It seems natural that an atomization energy should approach the measured value as the treatment of electron correlation improves. For PF₃ in this small basis it does so only at first. The better wavefunction methods settle about 600 kJ/mol too low, and simpler density functionals come closer. Three sizes are worth remembering: a shortfall of about 600 kJ/mol with good correlation, about 400 more with none, and about 200 less with fully semilocal exchange.

Atomization energy of PF₃ (neutral singlet) by level of theory, computed with Ansatz 0.2.0 in the 6-31G basis at the MP2(full)/6-31G* geometry, without relativity and with noble-gas cores frozen in the correlated wavefunction methods. The measured value is 1522.7 kJ/mol, with zero-point and thermal terms removed. B3LYP uses VWN-RPA, and times are from shared machines.

| level | computed less measured atomization energy (kJ/mol) | rough wall time (s) |
| --- | --- | --- |
| RHF | -1051.6 | 0.3 |
| RMP2 | -576.2 | n/a |
| CISD | -734.4 | 2 |
| RCCSD | -634.5 | n/a |
| RCCSD(T) | -619.1 | 0.5 |
| BCCD(T) | -618.0 | 0.6 |
| RCCSDT | -619.0 | n/a |
| RCCSDT(Q) | -615.4 | 10 |
| PBE | -369.5 | 0.6 |
| r2SCAN | -450.6 | 1 |
| PBE0 | -490.5 | 0.7 |
| B3LYP | -464.2 | 0.8 |
| r2SCANh | -489.2 | 1 |
| wB97M-V | -432.8 | 3 |
| HSE06 | -488.6 | 0.8 |
| B2PLYP | -516.1 | 1 |
| RPA-PBE | -773.0 | 0.8 |

**The first row: no correlation.** Hartree–Fock (RHF) puts the atomization energy more than 1000 kJ/mol below the measured one. Two shortages are at work. Electrons of opposite spin do not avoid each other in a single determinant, and this costs more energy in the molecule, where electrons are paired in bonds, than in the separate atoms. The basis is also too poor for the molecule. The row alone cannot separate them. The coupled-cluster rows show how much correlation this basis can recover, though not the correlation that it has no room for.

**The coupled-cluster rows: a floor.** From RCCSD(T) to RCCSDT(Q), which treats triple excitations fully and adds an estimate of quadruples, the miss changes by only about 4 kJ/mol. It stays near −615 kJ/mol, which is 40% of the measured binding. The calculation shows a stable closed-shell molecule with no sign of strong multireference character, so there is little reason to expect a large rest of correlation within this basis. Going from RHF to RCCSDT(Q) recovers 436 kJ/mol of binding; what remains must come mainly from elsewhere.

The likely source is the basis itself. The 6-31G set has no d functions on phosphorus or fluorine. In the molecule such functions let the density around phosphorus deform towards the fluorine atoms, and they give electrons more room to avoid each other sideways. The free atoms need the first kind of help much less, so a basis without d functions penalizes the molecule more and makes the binding too weak. This is standard chemistry applied to the case; the table, with its single basis, does not test it.

**The functional rows: a gain with two sources.** All the functionals with some semilocal exchange miss by less than RCCSDT(Q). Semilocal exchange is computed from the density and its local surroundings. It keeps the exchange hole, the region from which an electron excludes others of its own spin, close to that electron. The exact exchange hole in a bond spreads over both atoms, and only correlation between the atoms draws the total hole together again. Semilocal exchange thus imitates part of that correlation and strengthens the binding.

A second effect acts in the same direction. A correlated wavefunction must describe in detail how electrons avoid each other, which takes many basis functions. A semilocal functional needs only a reasonable density and occupied orbitals, so a small basis usually harms it less. The table does not separate the two effects, but the second is probably the larger. PBE0 binds 125 kJ/mol more than RCCSDT(Q) here, while in large basis sets the two kinds of method usually agree much more closely. The rule below treats both effects as one gain and lets it grow with the share of semilocal exchange.

Let $\Delta$ be the computed less the measured atomization energy, negative for binding that is too weak. Let $h$ be the share of semilocal exchange: 1 for PBE, 0 for a wavefunction method, and one minus the share of exact exchange for an ordinary hybrid. Let $u$ be 1 if the method has no correlation, as in RHF, and 0 otherwise. Then, in kJ/mol,

$$\Delta \approx -615 + 180\,h - 435\,u .$$

The first term is the floor set by the basis, the second the gain of the functionals, scaled by their share of semilocal exchange, and the third the price of having no correlation. The first two numbers are rounded from a straight line fitted to thirteen rows. The third was chosen to match RHF, so the agreement in that row is no test.

**PBE0, worked in full.** This hybrid has one quarter of exact exchange, hence $h = 1 - 0.25 = 0.75$. It includes correlation, so $u = 0$, and

$$\Delta \approx -615 + 180 \times 0.75 = -615 + 135 = -480\ \text{kJ/mol}.$$

The table has −490 kJ/mol. The estimate is off by about 10 kJ/mol, or 2% of the miss that it is meant to predict. PBE0 was among the fitted rows, so this shows how well the rule describes the table and not how well it would do on a new functional.

**PBE, the harder case.** Here $h = 1$, and the rule gives $-615 + 180 = -435$ kJ/mol. The computed miss is about −370 kJ/mol, so the rule is too pessimistic by some 65 kJ/mol. This is its largest error on the fitted rows. r2SCAN has the same $h$ but misses by about −451 kJ/mol: one share of exchange cannot tell two semilocal functionals apart.

PBE also comes closest to the measured value in the whole table, which should not be read as accuracy. PBE is known to bind many molecules too strongly in large basis sets. Its small miss here is therefore probably an excess of binding set against a larger loss from the basis. A better basis would remove the loss and leave the excess.

**From PBE to PBE0: where the rule misleads.** The two worked rows form a pair that differs only in exchange. The rule says that replacing a quarter of semilocal by exact exchange lowers the binding by 45 kJ/mol; the calculation says 121. From r2SCAN to r2SCANh, with one tenth replaced, the rule gives 18 and the calculation 39. Within a family, exact exchange weakens the binding two to three times as steeply as the rule has it.

The mechanism suggests a reason. A hybrid gives up part of the semilocal exchange, and with it part of the imitated correlation, but keeps a semilocal correlation term that does not make up for the loss. A correlated wavefunction gives up all of the imitation and gets real correlation between the atoms in return, as far as the basis allows. The number 180 spans the distance between these two kinds of method, so it is not the response of one functional to mixing. If the parent functional is known, it is better to start from its miss and subtract 4 to 5 kJ/mol for each percent of exact exchange, a figure that rests on these two pairs.

This also limits the range of $h$. Among the fitted functionals, only B2PLYP has more than a quarter of exact exchange, and it replaces part of its semilocal correlation by a second-order wavefunction term. For an ordinary hybrid with much more exact exchange than PBE0, the rule would probably promise too much binding.

**The rows that break the pattern.** CISD includes correlation, yet it binds about 119 kJ/mol less than the rule says. It allows single and double excitations only, so two pairs of electrons in different parts of the molecule cannot both be excited at once. This harms a molecule with thirteen correlated pairs far more than small separate atoms. Compared with RCCSD, CISD loses 113 kJ/mol of correlation energy in the molecule, and 100 of these reappear as lost binding.

RPA-PBE, in the last row, lies 158 kJ/mol below the rule. It combines exact exchange with a correlation energy that describes long-range response well but electrons at short distance poorly. That error does not cancel fully between molecule and atoms, and RPA is known for binding molecules too weakly. For both CISD and RPA, the floor of −615 kJ/mol is too hopeful, and both were left out of the fit for these reasons.

wB97M-V was left out because it has no single $h$: its semilocal share falls from 0.85 at short distance to zero at long distance. Even the short-range value gives a miss about 29 kJ/mol too large, and a smaller share would make the estimate worse. For functionals of this kind the rule has no well-defined input. Strictly, the share in HSE06 varies with distance too, from 0.75 at short range to 1 at long range. It was kept in the fit with its short-range value, and its miss is close to that of PBE0.

**How far to trust it.** On the thirteen fitted rows the rule is off by 17 kJ/mol on average, and on all seventeen by about 32. The first figure flatters it, since five of those rows are coupled-cluster variants with nearly the same answer. Two plain averages, one for functionals and one for wavefunctions, do only moderately worse, with an rms error of 35 kJ/mol against 25. Most of the rule's success thus lies in telling the two kinds of method apart, and the share of exchange refines the estimate. The output after this text gives the comparison row by row.

The three numbers belong to PF₃ in this basis. Adding d functions should raise the floor most of all, and the gain of the functionals should shrink, since part of it comes from their smaller need for basis functions. What can be carried away is the order of the questions: what the basis can describe, whether correlation is present, and whether it must be built from basis functions or is supplied by a functional.

Output of the analysis:

```
fit of row_miss on 13 rows (normal > 0): constant -614.1 +/- 11, coefficient of h 182.1 +/- 18; rms 25, worst PBE -62.5, leave-one-out rms 30.9
  rows outside the fit (model, value, miss): RHF -614.1, -1052, 437; CISD -614.1, -734.4, 120; wB97M-V -459.3, -432.8, -26.5; RPA-PBE -614.1, -773, 159
Rule of thumb against the table in kJ/mol:
        row  semilocal exchange share    rule  computed miss  rule less computed
        RHF                         0   -1050          -1052                 1.6
       RMP2                         0    -615         -576.2               -38.8
       CISD                         0    -615         -734.4               119.4
      RCCSD                         0    -615         -634.5                19.5
   RCCSD(T)                         0    -615         -619.1                 4.1
    BCCD(T)                         0    -615           -618                   3
     RCCSDT                         0    -615           -619                   4
  RCCSDT(Q)                         0    -615         -615.4                 0.4
        PBE                         1    -435         -369.5               -65.5
     r2SCAN                         1    -435         -450.6                15.6
       PBE0                      0.75    -480         -490.5                10.5
      B3LYP                       0.8    -471         -464.2                -6.8
    r2SCANh                       0.9    -453         -489.2                36.2
    wB97M-V                      0.85    -462         -432.8               -29.2
      HSE06                      0.75    -480         -488.6                 8.6
     B2PLYP                      0.47  -530.4         -516.1               -14.3
    RPA-PBE                         0    -615           -773                 158
mean absolute error of the rule on the 13 fitted rows (kJ/mol): 17.48
rms error of the rule on the 13 fitted rows (kJ/mol): 25.13
mean absolute error of the rule on all 17 rows (kJ/mol): 31.5
rms error of two plain averages on the same 13 rows (kJ/mol): 34.67
RCCSDT(Q) shortfall as percent of the measured value: 40.42
binding gained from RHF to RCCSDT(Q) (kJ/mol): 436.2
computed change from PBE to PBE0 (kJ/mol): -121
change from PBE to PBE0 by the rule (kJ/mol): -45
computed change from r2SCAN to r2SCANh (kJ/mol): -38.6
change from r2SCAN to r2SCANh by the rule (kJ/mol): -18
binding lost from RCCSD to CISD (kJ/mol): 99.9
molecular correlation lost from RCCSD to CISD (kJ/mol): 113
```
